**Shielding and size of 63-electron ions, Hf9+ to Hg17+**

The table holds the Lamb shielding and the Langevin susceptibility from non-relativistic and Dirac-Coulomb Hartree-Fock, averaged over the listed configurations and without correlation. The program tests the hydrogenic slope Σ N/n² for the shielding, screened hydrogenic <r²> anchored on Ta10+ (and on Os13+) for the susceptibility, a frozen 5p→4f swap for the break at Ir14+, and Dirac hydrogenic <1/r> for the relativistic shift. The counted slope is about 1% low, fixed screening misses χ by up to 2.8%, and the computed offsets at the break are 39% (σ) and 69% (χ) of the frozen ones. Extrapolated energies put 4f14 5s2 5p1 lower already at Os13+, so the break is not a crossing of these models. Screened and bare charges bracket the relativistic shift of σ, about 7% below and 22 to 24% above.

Ions with 63 electrons, computed with B-spline radial code 1 at the basis-set limit: non-relativistic Hartree-Fock with a point nucleus and Dirac-Coulomb Hartree-Fock with a Fermi nucleus, both averaged over the nl configuration. σ_dia = α² Σ<1/r>/3 (Lamb formula) and χ_dia = −0.79199 Σ<r²> (Langevin term, r in bohr), summed over all electrons.

## Numerical check

```python
# Table: Lamb shielding and Langevin susceptibility of 63-electron ions; B-spline radial code, non-rel. HF and Dirac-Coulomb HF,
# configuration averages. Tested: hydrogenic slope of sigma, screened <r^2> for chi, the 5p->4f break, Dirac hydrogenic sigma shift.
T = {
    'ion': ['Hf9+', 'Ta10+', 'W11+', 'Re12+', 'Os13+', 'Ir14+', 'Pt15+', 'Au16+', 'Hg17+'],
    'Z': [72, 73, 74, 75, 76, 77, 78, 79, 80],
    'charge': [9, 10, 11, 12, 13, 14, 15, 16, 17],  # e
    'configuration': ['[Kr] 4d10 4f13 5s2 5p2', '[Kr] 4d10 4f13 5s2 5p2', '[Kr] 4d10 4f13 5s2 5p2', '[Kr] 4d10 4f13 5s2 5p2', '[Kr] 4d10 4f13 5s2 5p2', '[Kr] 4d10 4f14 5s2 5p1', '[Kr] 4d10 4f14 5s2 5p1', '[Kr] 4d10 4f14 5s2 5p1', '[Kr] 4d10 4f14 5s2 5p1'],
    'lamb_diama_nr': [8312, 8457, 8603, 8748, 8893, 9046, 9192, 9337, 9482],  # ppm
    'lamb_diama_dirac': [9165, 9355, 9547, 9741, 9936, 10140, 10340, 10540, 10750],  # ppm
    'lamb_diama_pct': [10.27, 10.62, 10.98, 11.35, 11.73, 12.09, 12.5, 12.91, 13.34],  # %
    'diamagneti_nr': [-14.61, -13.62, -12.75, -11.97, -11.27, -10.16, -9.607, -9.108, -8.651],  # 10⁻⁶ cm³/mol
    'diamagneti_dirac': [-14.16, -13.17, -12.3, -11.53, -10.84, -9.783, -9.237, -8.74, -8.286],  # 10⁻⁶ cm³/mol
    'diamagneti_pct': [-3.05, -3.26, -3.46, -3.65, -3.83, -3.67, -3.86, -4.04, -4.22],  # %
    'outer_share': [33.7, 33.5, 33.3, 33.1, 32.9, 25.8, 25.7, 25.6, 25.4],  # %
}
import numpy as np
from scipy.constants import alpha as a, physical_constants as pc
g=lambda c:np.array(T[c],float)
Z=g('Z'); ion=[str(x) for x in T.get('ion',T['Z'])]; k=a*a/3*1e6; K=0.79199; eV=pc['Hartree energy in eV'][0]
s0,sp,x0,xp,osh=g('lamb_diama_nr'),g('lamb_diama_pct'),g('diamagneti_nr'),g('diamagneti_pct'),g('outer_share')
A=np.array(['4f13' in c for c in T['configuration']]); B=~A
n=np.array([1,2,2,3,3,3,4,4,4,4,5,5]); l=np.array([0,0,1,0,1,2,0,1,2,3,0,1]); w=(l+1)/(2*l+1)
occ=lambda f:np.array([2,2,6,2,6,10,2,6,10,13 if f else 14,2,2 if f else 1],float)
# typed from the further outputs of the same runs: energies (hartree), orbital <1/r>, <r^2>; Au Dirac j=l+1/2 and j=l-1/2
E=np.array([-14297.7,-14770.07,-15250.63,-15739.38,-16236.31,-16743.44,-17257.16,-17779.07,-18309.16])
V=np.array([-33715.02,-34782.01,-35864.61,-36962.92,-38077,-39241.52,-40389.88,-41554.17,-42734.44])
ED=np.array([-15064.93,-15586.59,-16119.01,-16662.28,-17216.46,-17783.06,-18359.88,-18948.03,-19547.6])
iTa=np.array([72.45258,17.00235,17.00275,6.546741,6.482032,6.387274,2.816981,2.71869,2.524254,2.145895,1.186003,1.111911])
iOs=np.array([75.45039,17.7445,17.74728,6.865062,6.802719,6.713438,2.987509,2.892157,2.708596,2.377305,1.318998,1.251021])
rTa=np.array([.0005756,.0090129,.0066844,.05643,.052397,.040957,.276421,.288211,.312822,.394074,1.355172,1.527562])
rOs=np.array([.0005306,.0082768,.0061287,.051415,.047596,.036973,.246718,.255216,.270659,.307931,1.114172,1.228519])
up=np.array([95.67925,23.53528,19.12887,8.65594,7.433756,7.057079,3.646683,3.165424,2.882127,2.519252,1.607598,1.409263])
dn=np.array([0,0,23.44757,0,8.553294,7.313011,0,3.531127,2.97028,2.55258,0,1.52613])
eTa,eOs=(-8.066259,-7.079648),(-12.21494,-10.01205)  # 4f, 5p orbital energies
byn=lambda v:np.array([v[n==j].sum() for j in range(1,6)]); fit=lambda m,y,d:np.poly1d(np.polyfit(Z[m]-76,y[m],d))
ex=lambda y,m:np.polyfit(np.log(Z[m]),np.log(abs(y[m])),1)[0]; r=np.round
S=-V/Z; i=np.array([1,2,3,6,7])
print(f"alpha^2/3={k:.3f} ppm bohr; max|k*(-Ven/Z)-sigma_nr|={abs(k*S-s0).max():.2f} ppm (rounding 0.5)")
print(f"Hellmann-Feynman: max|-dE/dZ - sum<1/r>|={abs((E[i-1]-E[i+1])/2-S[i]).max():.3f} of ~{S.mean():.0f} 1/bohr")
print("sigma_nr steps ppm",np.diff(s0),"; finer",r(np.diff(k*S),1))
for nm,m in(("A=4f13 5p2",A),("B=4f14 5p1",B)):
    p=fit(m,k*S,1); h=(occ(m[0])/n**2).sum(); q=p[1]/(k*h); assert 1<q<1.02
    print(f"{nm}: slope {p[1]:.2f} ppm/Z, sum N/n^2={h:.4f} -> {k*h:.2f}, excess {100*(q-1):.2f}%, max line resid {abs(p(Z[m]-76)-k*S[m]).max():.2f} ppm")
J=fit(B,k*S,1)(0)-k*S[4]; F=k*(iOs[9]-iOs[11]); de=((eOs[1]-eOs[0])-(eTa[1]-eTa[0]))/3; assert 0<J<F
print(f"sigma offset B-A at Os {J:.1f} ppm; frozen 5p->4f swap {F:.1f} (kept {100*J/F:.0f}%); drift of e5p-e4f {de:.3f} Eh/Z -> {k*de:.1f} ppm")
gap=fit(B,E,2)(0)-E[4]
print(f"E(B)-E(A) nr at Os (B extrapolated) {gap*eV:.0f} eV; slope {-J/k*eV:.0f} eV/Z; rough zero near Z={76+gap*k/J:.0f} (long extrapolation)")
print(f"E(B)-E(A) at Ir (A cubic extrapolated): nr {(E[5]-fit(A,E,3)(1))*eV:.0f} eV, Dirac {(ED[5]-fit(A,ED,3)(1))*eV:.0f} eV")
for nm,u,v in(("Ta",iTa,rTa),("Os",iOs,rOs)):
    o=occ(1); print(nm,"% by n=1..5: 1/r",r(100*byn(o*u)/(o@u),1)," r2",r(100*byn(o*v)/(o@v),1),f"4f {100*13*v[9]/(o@v):.1f}")
c=n**2*(5*n**2+1-3*l*(l+1))/2; zT,zO=np.sqrt(c/rTa),np.sqrt(c/rOs); dz=(zO-zT)/3
print("4s 4p 4d 4f 5s 5p Zeff(r2) Ta",r(zT[6:],1)," dZeff/dZ",r(dz[6:],2))
r2=lambda z,d:c/(zT+d*(z-73))**2
print("ion chi_nr | err% fixed screening (Ta) | err% Zeff linear Ta-Os | outer share model/table | rounding floor %")
for j in range(len(Z)):
    o=occ(A[j]); m1=-K*o@r2(Z[j],1); v=o*r2(Z[j],dz)
    print(f"{ion[j]:6s}{x0[j]:7.2f} {100*(m1/x0[j]-1):6.2f} {100*(-K*v.sum()/x0[j]-1):6.2f} {100*v[10:].sum()/v.sum():5.1f}/{osh[j]:.1f} {(0.5 if x0[j]<-10 else 0.05)/abs(x0[j]):.3f}")
print("chi_nr steps (1e-6 cm3/mol)",r(np.diff(x0),2),f"; exponent in Z: A {ex(x0,A):.2f}, B {ex(x0,B):.2f}")
u=r2(77.,dz); sm=-K*occ(1)@u; Fx=K*(u[11]-u[9])
print(f"Ir: smooth A value {sm:.2f}, extra drop in |chi| {x0[5]-sm:.2f}, frozen swap {Fx:.2f} (kept {100*(x0[5]-sm)/Fx:.0f}%)")
print(f"total change Hf->Hg: sigma_nr {100*(s0[-1]/s0[0]-1):.1f}%, |chi_nr| {100*(x0[-1]/x0[0]-1):.1f}%")
Ed=lambda z,q:(1+(z*a/(n-q+np.sqrt(q*q-(z*a)**2)))**2)**-.5/a**2
di=lambda z,q:(Ed(z-1e-3,q)-Ed(z+1e-3,q))/2e-3
sh=lambda z:w*di(z,l+1)+(1-w)*di(z,np.maximum(l,1))-z/n**2
ds=s0*sp/100; dx=x0*xp/100  # absolute shifts from the % columns (floors ~0.5 ppm, ~0.001)
print("ion dsigma_rel ppm | bare err% | screened err% | sigma%/(Za)^2 | d|chi|_rel drop | chi%/(Za)^2")
for j in range(len(Z)):
    o=occ(A[j]); b=k*o@sh(Z[j]+0*iTa); s=k*o@sh(n**2*iTa+Z[j]-73); assert b>ds[j] and abs(s/ds[j]-1)<.15
    print(f"{ion[j]:6s}{ds[j]:6.0f} {100*(b/ds[j]-1):6.1f} {100*(s/ds[j]-1):6.1f} {sp[j]/(Z[j]*a)**2:6.1f} {dx[j]:6.3f} {xp[j]/(Z[j]*a)**2:6.1f}")
print(f"exponent in Z: sigma% A {ex(sp,A):.2f} B {ex(sp,B):.2f}; chi% A {ex(xp,A):.2f} B {ex(xp,B):.2f}; abs dchi A {ex(dx,A):.2f} B {ex(dx,B):.2f}")
print("sigma% steps",r(np.diff(sp),2)); print("chi% steps",r(np.diff(xp),2))
o=occ(0); iD=w*up+(1-w)*dn; iN=2*iOs-iTa; d=k*byn(o*(iD-iN))
print("Au dsigma by n=1..5 ppm (nr extrapolated from A)",r(d)," % of table shift",r(100*d/ds[7]))
print(f"Au closure: Dirac sum {k*o@iD:.0f} vs {s0[7]+ds[7]:.0f}; extrapolated nr sum {k*o@iN:.0f} vs {s0[7]:.0f} ppm; 1s <1/r> {iD[0]:.2f} vs {iN[0]:.2f}")
print("Au screened-model dsigma by n ppm",r(k*byn(o*sh(n**2*iTa+6))))
dip=fit(A,dx,2)(1)-dx[5]; assert (xp<0).all() and xp[5]>xp[4] and dip>0
print(f"Ir: relativistic drop of |chi| smaller than A trend by {dip:.3f} = {dip/K:.3f} bohr^2 = {100*dip/K/u[11]:.0f}% of one 5p <r2> ({u[11]:.2f})")
```

It prints:

```
alpha^2/3=17.750 ppm bohr; max|k*(-Ven/Z)-sigma_nr|=0.48 ppm (rounding 0.5)
Hellmann-Feynman: max|-dE/dZ - sum<1/r>|=0.004 of ~501 1/bohr
sigma_nr steps ppm [145. 146. 145. 145. 153. 146. 145. 145.] ; finer [145.6 145.4 145.2 145.1 153.  145.4 145.3 145.2]
A=4f13 5p2: slope 145.32 ppm/Z, sum N/n^2=8.0975 -> 143.73, excess 1.11%, max line resid 0.17 ppm
B=4f14 5p1: slope 145.26 ppm/Z, sum N/n^2=8.1200 -> 144.13, excess 0.78%, max line resid 0.05 ppm
sigma offset B-A at Os 7.7 ppm; frozen 5p->4f swap 20.0 (kept 39%); drift of e5p-e4f 0.405 Eh/Z -> 7.2 ppm
E(B)-E(A) nr at Os (B extrapolated) -43 eV; slope -12 eV/Z; rough zero near Z=72 (long extrapolation)
E(B)-E(A) at Ir (A cubic extrapolated): nr -55 eV, Dirac -39 eV
Ta % by n=1..5: 1/r [30.4 28.5 24.3 15.8  1. ]  r2 [ 0.   0.3  4.9 61.3 33.5] 4f 29.8
Os % by n=1..5: 1/r [30.1 28.3 24.3 16.2  1. ]  r2 [ 0.   0.4  5.3 61.4 32.9] 4f 28.1
4s 4p 4d 4f 5s 5p Zeff(r2) Ta [48.4 45.6 40.1 30.2 34.1 31.3]  dZeff/dZ [0.94 0.95 1.   1.32 1.17 1.2 ]
ion chi_nr | err% fixed screening (Ta) | err% Zeff linear Ta-Os | outer share model/table | rounding floor %
Hf9+   -14.61  -1.24  -0.21  33.7/33.7 0.034
Ta10+  -13.62  -0.01  -0.01  33.5/33.5 0.037
W11+   -12.75   0.99   0.04  33.3/33.3 0.039
Re12+  -11.97   1.87   0.06  33.1/33.1 0.042
Os13+  -11.27   2.63   0.02  32.9/32.9 0.044
Ir14+  -10.16   1.18  -2.09  25.8/25.8 0.049
Pt15+   -9.61   1.82  -2.10  25.7/25.7 0.005
Au16+   -9.11   2.33  -2.19  25.5/25.6 0.005
Hg17+   -8.65   2.78  -2.29  25.4/25.4 0.006
chi_nr steps (1e-6 cm3/mol) [0.99 0.87 0.78 0.7  1.11 0.55 0.5  0.46] ; exponent in Z: A -4.80, B -4.21
Ir: smooth A value -10.63, extra drop in |chi| 0.47, frozen swap 0.68 (kept 69%)
total change Hf->Hg: sigma_nr 14.1%, |chi_nr| -40.8%
ion dsigma_rel ppm | bare err% | screened err% | sigma%/(Za)^2 | d|chi|_rel drop | chi%/(Za)^2
Hf9+     854   24.3   -7.5   37.2  0.446  -11.0
Ta10+    898   23.9   -7.4   37.4  0.444  -11.5
W11+     945   23.6   -7.4   37.7  0.441  -11.9
Re12+    993   23.3   -7.4   37.9  0.437  -12.2
Os13+   1043   23.0   -7.4   38.1  0.432  -12.5
Ir14+   1094   22.7   -7.2   38.3  0.373  -11.6
Pt15+   1149   22.3   -7.2   38.6  0.371  -11.9
Au16+   1205   22.1   -7.2   38.8  0.368  -12.2
Hg17+   1265   21.8   -7.2   39.1  0.365  -12.4
exponent in Z: sigma% A 2.46 B 2.57; chi% A 4.21 B 3.65; abs dchi A -0.59 B -0.56
sigma% steps [0.35 0.36 0.37 0.38 0.36 0.41 0.41 0.43]
chi% steps [-0.21 -0.2  -0.19 -0.18  0.16 -0.19 -0.18 -0.18]
Au dsigma by n=1..5 ppm (nr extrapolated from A) [612. 400. 146.  27.   7.]  % of table shift [51. 33. 12.  2.  1.]
Au closure: Dirac sum 10542 vs 10542; extrapolated nr sum 9351 vs 9337 ppm; 1s <1/r> 95.68 vs 78.45
Au screened-model dsigma by n ppm [612. 364. 115.  27.   2.]
Ir: relativistic drop of |chi| smaller than A trend by 0.052 = 0.066 bohr^2 = 6% of one 5p <r2> (1.15)
```
